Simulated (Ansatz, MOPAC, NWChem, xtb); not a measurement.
# BNH6 (SMILES [BH3-][NH3+]): methods side by side

BNH6, singlet, SMILES `[BH3-][NH3+]`. Each level relaxes the structure for itself.

Quantity: the highest harmonic wavenumber at each level's own minimum, in cm⁻¹. The values are calculated.

```csv
level,kind,program,value (cm⁻¹)
GFN2-xTB,semi-empirical,xtb,3456
MNDOD,semi-empirical,MOPAC,3579
PM3,semi-empirical,MOPAC,3620
GFN1-xTB,semi-empirical,xtb,3570
HF/STO-3G,Hartree–Fock,Ansatz,4128
HF/3-21G,Hartree–Fock,Ansatz,3722
HF/6-31G* (Cartesian functions),Hartree–Fock,Ansatz,3816
PBE-D3(BJ)/def2-SVP,GGA,NWChem,3485
PBE/def2-SVP,GGA,Ansatz,3482
r2SCAN/def2-TZVP,meta-GGA,Ansatz,3556
```

Harmonic and unscaled. The values span 3456 to 4128 cm⁻¹.

The highest mode is almost certainly an N–H stretch, since N–H bonds are stiffer than the more hydridic B–H bonds and hydrogen carries most of the motion in both. All three Hartree–Fock values lie above every density-functional and semi-empirical result. This fits the neglect of electron correlation, which makes X–H bonds too short and their stretching force constants too large. The minimal basis gives the extreme value of 4128 cm⁻¹, probably because it cannot adapt to the polarised N–H bond, but the Hartree–Fock series does not fall steadily with basis size: 3-21G lies below 6-31G*. The two PBE values, 3485 and 3482 cm⁻¹, are nearly identical, as expected for a local stretch on which dispersion has little leverage. The higher r2SCAN value cannot be credited to the functional alone, because the basis changes too. GFN2-xTB falls close to PBE, which may reflect parametrisation rather than an equivalent description of the bonding. Agreement on this mode says little about the dative B–N bond, whose stretch lies far lower and is a more demanding test.
